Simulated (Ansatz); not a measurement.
# AgPt3: pressure against volume per atom

Periodic Kohn-Sham DFT of a crystal at fixed atoms; pressure and stress are positive in compression; the energy is the free energy less that of spherical unpolarised free atoms; site moments are those in the method's own spheres, positive along +z. The results are calculated, by Ansatz 0.2.0.

Cell of the first row (space group Pm-3m, No. 221):
```
CELL_PARAMETERS angstrom
3.82040 0.00000 0.00000
0.00000 3.82040 0.00000
0.00000 0.00000 3.82040
ATOMIC_POSITIONS crystal
Ag 0.00000 0.00000 0.00000
Pt 0.00000 0.50000 0.50000
Pt 0.50000 0.00000 0.50000
Pt 0.50000 0.50000 0.00000
```

Settings of every row: method all-electron PAW; functional LDA; relativity scalar; k mesh 9x9x9; filling fermi-dirac; smearing width 0.08 eV; nucleus gaussian.

Atom start moment: 0 on all atoms.

Limits: no spin-orbit coupling on heavy atoms.

```
row  volume per atom (Å³)  pressure (GPa)
  1                 13.94               ?
  2                14.237          14.753
  3                14.533           8.143
  4                14.681           5.138
  5                 14.83           2.316
  6                14.978          -0.332
  7                15.126          -2.817
  8                15.423          -7.333
  9                 15.72         -11.301
```

Question: what pressure should row 1 give?

Worked fit of pressure. Take u = (V_r/V)^(2/3) − 1 with V_r = 14.904 Å³ an atom, which is twice the finite (Eulerian) strain; such expansions in the strain, on which the Birch-Murnaghan equation of state is built, carry the rest volume and the bulk modulus. The shown rows have u = 0.03099, 0.01695, 0.0101, 0.00332, -0.0033, -0.00981, -0.02256, -0.03491. Least squares give pressure = 0.9661 + 399.005 × u + 1424.26 × u² + 1759 × u³ GPa; a parabola predicts inner rows, each left out in turn, worse (root mean square 0.017 against 0.0076 GPa). The rows lie off it by 0.002, -0.004, -0.005, 0.009, 0.003, -0.004, -0.002, 0.001 (root mean square 0.0044 GPa). The pressure vanishes at u = -0.0024, or V = 14.96 Å³ an atom, and there the bulk modulus at fixed shape and fractions is B = −V dP/dV = (2/3)(1 + u) dP/du = 261 GPa. The withheld row has u = 0.04559, so the fit gives 0.9661 + 399.005 × (0.04559) + 1424.26 × (0.04559)² + 1759 × (0.04559)³ = 22.284 GPa.

The calculation gave 22.246 GPa. The fit lies 0.038 GPa (0.11 % of the column's range) above it; its largest miss of a shown row is 0.009 GPa. This row lies beyond the range of the fit.
